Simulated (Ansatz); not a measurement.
**W: energy along a strain**

W, Fm-3m, a = 4.060 Å (as given, not relaxed at this level: -12.6 GPa). This isn't the element's structure at ambient conditions. Ansatz: PBEsol, PAW, 420 eV, Γ-centred 20×20×20 mesh on 1 atom, Gaussian smearing 0.15 eV; no spin polarisation. Cell vectors (Å): 0.000 2.030 2.030; 2.030 0.000 2.030; 2.030 2.030 0.000. The cell is strained by x per cent times the pattern (0 0 1 0 0 0) in the order xx yy zz yz xz xy (engineering shears), with fractional coordinates held. y is the free energy over the start, V0 = 16.731 Å³/atom.

| x (%) | y (meV/atom) |
| --- | --- |
| -4.00 | ? |
| -3.00 | -38.19 |
| -2.00 | -25.86 |
| -1.00 | -13.05 |
| 0.00 | 0.00 |
| 1.00 | 13.28 |
| 2.00 | 26.99 |
| 3.00 | 41.52 |
| 3.50 | 49.21 |
| 4.00 | 57.24 |

Fit y = c1 x + c2 x² + c3 x³ to the other rows, get the stiffness along the pattern, and predict the missing energy.

Least squares on the rows shown. y = 13.052 x + 0.18406 x² + 0.030760 x³. The clamped-ion stiffness p·C·p = 2 × 1.841 eV × 160.2 / 16.731 Å³ = 35 GPa, which is C33 in these axes (C11 of the cubic crystal) (second derivative at the start, which stands under stress). With a term in x⁴ added, the coefficient of x² becomes 0.1188, 35 % less, which shows how far this figure hangs on the form. At x = -4.00 the fit asked for gives -51.23 meV/atom. The run gave -49.73 meV/atom, so the fit is 1.50 meV/atom too low, 1.4 % of the span of the series, against an rms of 0.13 meV/atom on the fitted rows. The row lies outside the fitted range. With a term in x⁴ added, a fit to the same known rows predicts -49.77 meV/atom, so most of the miss is curvature that the known rows already hold.

Spin–orbit coupling is left out, which can shift energies with elements as heavy as these.

The nearly linear energy is mostly the work of the starting stress: the cell is stretched, so shortening one axis releases energy and lengthening it costs energy. The curvature on top of this is very small for a metal as stiff against compression as tungsten. Since C11 combines the bulk modulus with the tetragonal shear modulus, this suggests that the latter is negative, as is well known for fcc tungsten, and compression along a cube axis leads towards bcc on the Bain path. The usual reason is the roughly half-filled d band: bcc places the Fermi level in a pseudogap between bonding and antibonding states, whereas fcc lacks this favourable splitting.

The energy steps also show the curvature growing in both directions away from the cubic cell, even under tension, where bonds normally soften. A band-energy gain from splitting d states near the Fermi level, strongest at small strain, would probably act this way. Uniaxial strain mixes volume change with shear, so confirming the instability would take a volume-conserving tetragonal strain.
